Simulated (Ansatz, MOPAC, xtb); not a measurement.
# C2H4Si (ethynylsilane): the highest harmonic wavenumber at each level's own minimum, rung by rung

C2H4Si, singlet, SMILES `C#C[SiH3]`. Each level relaxes the structure for itself.

Each level gives the highest harmonic wavenumber at each level's own minimum (cm⁻¹). The values are calculated.

```tsv
level	kind	program	value (cm⁻¹)
AM1	semi-empirical	MOPAC	3434
PM3	semi-empirical	MOPAC	3360
MNDOD	semi-empirical	MOPAC	3657
GFN1-xTB	semi-empirical	xtb	3333
HF/STO-3G	Hartree–Fock	Ansatz	3935
HF/3-21G	Hartree–Fock	Ansatz	3651
HF/6-31G* (Cartesian functions)	Hartree–Fock	Ansatz	3652
PBE/def2-SVP	GGA	Ansatz	3390
PBE-D3(BJ)/def2-TZVP	GGA	Ansatz	3383
PBE0-D4/def2-TZVP	global hybrid	Ansatz	3466
```

Harmonic and unscaled. The values span 3333 to 3935 cm⁻¹. Without the sets that lack polarisation functions the rows with a basis span only 3383 to 3652 cm⁻¹.

The highest mode is almost certainly the acetylenic C–H stretch: the carbon's sp hybrid has high s character, which makes this bond short and stiff, while the Si–H stretches lie far lower. Among the ab initio and density-functional rows, Hartree–Fock gives the stiffest bond, PBE the softest, and PBE0 falls between them. Hartree–Fock lacks the correlation that softens the potential on stretching, whereas PBE tends to make bonds slightly too long and weak; exact exchange partly offsets this. The outlying 3935 cm⁻¹ probably reflects the inflexible minimal basis. Splitting the valence shell removes most of that excess, while HF/3-21G and HF/6-31G* are practically identical, so polarisation functions are not evidently the deciding factor for this mode. The semi-empirical values follow no comparable ladder, with MNDOD close to split-valence Hartree–Fock and GFN1-xTB below PBE, which suggests that parametrisation governs them. Agreement on this localised stretch would not establish equal quality for the Si–C bond or the softer bending modes.
